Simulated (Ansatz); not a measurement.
# BaRe: the change of pressure and energy above given cell with volume ratio

All results are calculated (Ansatz 0.2.0). Plane-wave density functional theory, PAW datasets, Gaussian smearing 0.05 eV: equation of state, the given cell scaled in volume with shape and atoms relaxed at each volume.

The cell before it is scaled or strained (space group Pm-3m, No. 221):
```
CELL_PARAMETERS angstrom
3.61530 0.00000 0.00000
0.00000 3.61530 0.00000
0.00000 0.00000 3.61530
ATOMIC_POSITIONS crystal
Ba 0.00000 0.00000 0.00000
Re 0.50000 0.50000 0.50000
```

Settings of every row: paw set soft_2; functional PBEsol; spin treatment none; moment partition spheres; spin axis none; wave cutoff 420 eV; k mesh 8x8x8; symmetry use detected.

Atom hubbard u: 0 on all atoms.

Limits: no spin-orbit coupling, which can matter with elements this heavy; the cell comes from a prototype or a list of computed structures and needn't be the stable phase.

| row | volume ratio | V (Å³/atom) | pressure (GPa) | energy above given cell (meV per atom) |
| --- | --- | --- | --- | --- |
| 1 | 0.96 | 22.681 | 2.976 | 8.47 |
| 2 | 0.98 | 23.154 | 1.435 | 2.08 |
| 3 | 1 | 23.626 | 0.082 | 0 |
| 4 | 1.02 | 24.099 | ? | ? |
| 5 | 1.04 | 24.571 | -2.068 | 6.63 |

Question: what pressure and energy above given cell should row 4 give?

Worked fit of pressure. Take u = (V_r/V)^(2/3) − 1 with V_r = 23.39 Å³ an atom, which is twice the finite (Eulerian) strain; such expansions in the strain, on which the Birch-Murnaghan equation of state is built, carry the rest volume and the bulk modulus. The shown rows have u = 0.02073, 0.00678, -0.00667, -0.03231. Least squares give pressure = 0.7341 + 99.841 × u + 405.25 × u² GPa; a straight line predicts inner rows, each left out in turn, worse (root mean square 0.18 against 0.011 GPa). The rows lie off it by -0.002, 0.005, -0.004, 0.001 (root mean square 0.0034 GPa). The pressure vanishes at u = -0.0076, or V = 23.66 Å³ an atom, and there the bulk modulus with shape and atoms relaxed is B = −V dP/dV = (2/3)(1 + u) dP/du = 62 GPa. The withheld row has u = -0.01971, so the fit gives 0.7341 + 99.841 × (-0.01971) + 405.25 × (-0.01971)² = -1.076 GPa.

The calculation gave -1.082 GPa. The fit lies 0.006 GPa (0.12 % of the column's range) above it; its largest miss of a shown row is 0.005 GPa.

Worked fit of energy above given cell. Take u = (V_r/V)^(2/3) − 1 with V_r = 23.39 Å³ an atom, which is twice the finite (Eulerian) strain; such expansions in the strain, on which the Birch-Murnaghan equation of state is built, carry the rest volume and the bulk modulus. The shown rows have u = 0.02073, 0.00678, -0.00667, -0.03231. Least squares give energy above given cell = 0.55 + 158.7 × u + 10741.3 × u² meV per atom; a straight line predicts inner rows, each left out in turn, worse (root mean square 4.7 against 0.08 meV per atom). The rows lie off it by 0.01, -0.04, 0.03, -0.01. The withheld row has u = -0.01971, so the fit gives 0.55 + 158.7 × (-0.01971) + 10741.3 × (-0.01971)² = 1.59 meV per atom.

The calculation gave 1.71 meV per atom. The fit lies 0.12 meV per atom (7 % of the value, 1.4 % of the column's range) below it; its largest miss of a shown row is 0.04 meV per atom.
